The ionisation energy IE of In²⁺ is the work of removing its single 5s electron from above the closed 4d¹⁰ core. Here it is the difference of two self-consistent total energies, $E(\mathrm{In^{3+}})-E(\mathrm{In^{2+}})$, from spin-unpolarised Dirac Kohn-Sham runs with six functionals. The table also gives ε, the 5s orbital eigenvalue in In²⁺, and the mean radius $\langle r\rangle$ of that orbital.

All-electron Dirac Kohn-Sham calculations on In²⁺ ([Kr] 4d¹⁰ 5s¹) with Quantum ESPRESSO ld1.x 7.5, spin-unpolarised, with spherical densities and a point nucleus. The ionisation energy (IE) is the total energy of In³⁺ less that of In²⁺; the highest occupied level, with eigenvalue ε, is 5s1/2 of In²⁺.

```
functional  ionisation energy (eV)  −ε(highest occupied) (eV)  highest level mean radius (bohr)  NIST table (eV)  kind of table value  stated uncertainty (eV)  computed less table (eV)  −ε / IE
    LDA-HL                 28.8267                     24.210                            2.3221         28.04415             measured                  0.00012                     0.783    0.840
PBE x-only                 27.7051                     22.974                            2.3726         28.04415             measured                  0.00012                    -0.339    0.829
 PW86-PBEc                 28.4707                     23.839                            2.3399         28.04415             measured                  0.00012                     0.427    0.837
  LDA-VWN5                 28.7370                     24.120                            2.3218         28.04415             measured                  0.00012                     0.693    0.839
Xalpha 1.0                 31.0021                     26.377                            2.2150         28.04415             measured                  0.00012                      2.96    0.851
 B86b-PBEc                 28.3380                     23.703                            2.3383         28.04415             measured                  0.00012                     0.294    0.836
```

The largest choice is between the energy difference and the eigenvalue. In every row −ε lies 4.6 to 4.7 eV below IE, whereas the exact functional would make them equal. The standard cause is self-interaction. The 5s electron feels the Coulomb repulsion of its own cloud, and local or gradient-corrected exchange cancels this only in part. As the electron is drained away the self-repulsion fades and the level sinks, so the eigenvalue at full occupation is the shallowest along the path. Janak's theorem, $\partial E/\partial n=\varepsilon(n)$ for 5s occupation $n$, gives $\mathrm{IE}=-\int_0^1\varepsilon\,dn$. If ε rises linearly with slope $U$, then $\mathrm{IE}+\varepsilon(1)=U/2$. The bare slope is the Coulomb integral $F^0(5s,5s)$, 10.33 eV in the PBE x-only run. Half of it is 5.17 eV, against a gap of 4.73 eV in that row; exchange and core relaxation should both soften the slope, which is the direction seen.

Three one-parameter forms were fitted to all six rows, and the output after this text lists their residuals. A constant gap of 4.64 eV recovers the computed IE with an rms of 0.04 eV, PBE x-only being worst at 0.09 eV. A gap proportional to $1/\langle r\rangle$, as pure Coulomb repulsion would suggest, misses by 0.13 eV rms, and a constant ratio by 0.23 eV. A plausible but untested reading is that stronger exchange contracts the orbital and raises $F^0$ while also cancelling more of it. The column −ε / IE therefore measures a nearly fixed gap over a changing IE and says nothing of accuracy. Xalpha has the best ratio and the eigenvalue nearest NIST, together with the worst IE. By the same argument, a more highly charged ion with this configuration should show a larger gap but a ratio nearer one, since $F^0$ grows only about as fast as the orbital shrinks, while IE should grow faster.

Among energy differences, the strength of exchange sets the coarse scale. Exchange digs a hole around the 5s electron and binds it, and Xalpha 1.0 makes local exchange 1.5 times as strong as LDA does while dropping correlation. Because the energy is stationary in the density, scaling a term shifts IE to first order by that term's own change on ionisation. Let $x$ and $c$ be the exchange and correlation parts of this change in LDA-VWN5. Its exchange-correlation energies, −153.9105 hartree for In³⁺ and −154.2085 for In²⁺, give $x+c=0.2980$ hartree $=8.11$ eV. The step to Xalpha gives $x/2-c=31.002-28.737=2.265$ eV. Adding, $1.5x\approx10.4$ eV, so $x$ is about 7 eV and $c$ about 1 eV. Two equations fix two unknowns, so the only check lies outside them: removing $c$ implies an exchange-only LDA value near 27.5 eV, 0.2 eV below PBE x-only, a row that was not used. That row contains gradient terms, so the agreement is only plausible support. On this reading the step from LDA-VWN5 to Xalpha is some 3.5 eV of extra exchange less the lost correlation. The sum matches the computed step by construction, so it is an interpretation and not a test, but stronger exchange also fits the compact 5s orbital of Xalpha, whose IE is 10.55% above NIST.

Correlation is probably the next scale. From PBE x-only to B86b-PBEc IE rises by 0.633 eV, but exchange changes too and no run here separates the two. If PBE and B86b exchange act alike in this ion, most of this step is PBE correlation, about half the $c$ found for LDA. The remaining steps are a few tenths of an eV or less. Changing only the LDA correlation moves IE by 0.090 eV, and changing only the GGA exchange by 0.133 eV. From LDA-VWN5 to the two correlated GGAs both parts change and IE falls by 0.27 and 0.40 eV, towards NIST. The radius follows only the coarse steps. A power law fitted to all rows has exponent −1.6, yet in both clean pairs the slightly larger orbital has the higher IE.

These errors cannot yet be charged to the functionals, because the lone 5s electron is treated as half up and half down. Allowing spin lowers In²⁺, leaves closed-shell In³⁺ alone and so raises every IE. An isolated-orbital estimate of the LDA exchange gain gives 0.9 eV, but this is a ceiling: the 5s density overlaps the unpolarised 4d core, which dilutes the local polarisation, so a few tenths of an eV is to be expected, more for Xalpha with its stronger exchange. Theory adds that correlation offsets part of this gain, since an unpolarised functional correlates the electron with its own fictitious opposite-spin half. The five positive errors would thus grow, and PBE x-only, at −0.339 eV with no such offset, would move towards zero or past it. The small error of B86b-PBEc, +0.294 eV, is thus partly the missing spin gain hiding an overbinding, and if spin brought PBE x-only close to NIST, that would be a functional without correlation landing there by a cancellation of its own.

For a target of 0.5 eV against NIST, the three GGA rows pass as they stand, but the two correlated ones have only 0.073 and 0.206 eV of margin, which a spin gain of a few tenths would remove, whereas the same gain moves PBE x-only closer; the LDAs, 0.7 to 0.8 eV high, and Xalpha do not pass. No row reaches 0.1 eV. At that target even the choice of LDA correlation fit is nearly as large as the tolerance, and spin must be settled first. At 1 kcal/mol, 0.043 eV, errors of the program itself may begin to matter. The data makers' tests on other systems found its GGA totals 0.005 to 0.024 eV low; no run here measures that offset for these ions, and an offset common to both totals would cancel in IE. The neglected Breit, QED and nuclear-size terms would need testing too. With $(Z\alpha)^2=0.128$ ($Z=49$, α the fine-structure constant) and a penetrating s orbital, theory argues for keeping relativity.

Cost does not decide among these rows. Each is a set of radial equations of the same size, to which a GGA adds only density derivatives. The energy difference needs two runs where −ε needs one, and spin roughly doubles the orbitals of one ion. For this ion both are worth paying, and nothing is saved by α = 1.

Numerical output:

```
functional    IE-NIST[eV]    [%]  -eps-NIST[eV]  gap IE+eps[eV]  gap*<r>[eV bohr]
LDA-HL           +0.783    +2.79      -3.834          4.617          10.72
PBE x-only       -0.339    -1.21      -5.070          4.731          11.23
PW86-PBEc        +0.427    +1.52      -4.205          4.632          10.84
LDA-VWN5         +0.693    +2.47      -3.924          4.617          10.72
Xalpha 1.0       +2.958   +10.55      -1.667          4.625          10.24
B86b-PBEc        +0.294    +1.05      -4.341          4.635          10.84
rounding: IE 0.00005 eV, eps 0.0005 eV; NIST uncertainty 0.00012 eV
stated GGA fault per total: 0.005 to 0.024 eV; (Z alpha)^2 = 0.128
rows with IE within 0.500 eV of NIST: 3 of 6
rows with IE within 0.100 eV of NIST: 0 of 6
rows with IE within 0.043 eV of NIST: 0 of 6
spread of IE: all rows 3.297 eV, without Xalpha 1.122 eV
steps, first less second: IE[eV], -eps[eV], <r>[bohr]
  LDA-HL less LDA-VWN5 (correlation only): +0.090, +0.090, +0.0003
  PW86-PBEc less B86b-PBEc (exchange only): +0.133, +0.136, +0.0016
  LDA-VWN5 less PW86-PBEc (both parts): +0.266, +0.281, -0.0181
  LDA-VWN5 less B86b-PBEc (both parts): +0.399, +0.417, -0.0165
  B86b-PBEc less PBE x-only (both parts): +0.633, +0.729, -0.0343
  LDA-VWN5 less PBE x-only (both parts): +1.032, +1.146, -0.0508
  Xalpha 1.0 less LDA-VWN5 (both parts): +2.265, +2.257, -0.1068
  Xalpha 1.0 less PBE x-only (alpha and gradient): +3.297, +3.403, -0.1576
gap: 4.617 to 4.731 eV; -eps/IE: 0.829 to 0.851
IE predicted from -eps, one parameter each; residuals IE less model in row order [eV]
  constant gap: parameter 4.643 (eV), rms 0.040, worst PBE x-only
     -0.026 +0.088 -0.011 -0.026 -0.018 -0.008
  gap = a/<r>: parameter 10.752 (eV bohr), rms 0.126, worst Xalpha 1.0
     -0.014 +0.199 +0.037 -0.014 -0.229 +0.037
  IE = b*(-eps): parameter 1.191 (ratio), rms 0.226, worst Xalpha 1.0
     -0.018 +0.333 +0.068 -0.000 -0.424 +0.098
PBE x-only: F0(5s,5s)/2 = 5.166 eV, gap = 4.731 eV, gap/(F0/2) = 0.916
crude isolated orbital (1s shape, no core, no correlation): gap F0/2 - X/3 = 4.0 eV
  same picture, exchange gain from spin (2^(1/3)-1)X = 0.9 eV, order of magnitude only
LDA-VWN5: Exc(In3+) - Exc(In2+) = x + c = 8.11 eV; Xalpha less LDA-VWN5 = 2.265 eV
  first order: x = 6.9 eV, c = 1.2 eV, extra exchange at alpha 1 = 3.5 eV
     implied exchange-only LDA IE 27.5 eV, less PBE x-only -0.2 eV
  x growing as 1/<r>: x = 6.9 eV, c = 1.2 eV, extra exchange at alpha 1 = 3.5 eV
     implied exchange-only LDA IE 27.5 eV, less PBE x-only -0.2 eV
IE ~ <r>^m: m = -1.62 (hydrogenic limits -1 and -2); residuals in row order [eV]
     +0.085 -0.051 +0.083 -0.010 -0.025 -0.081
  leverage check without Xalpha: m = -1.76, Xalpha residual -0.266 eV
```
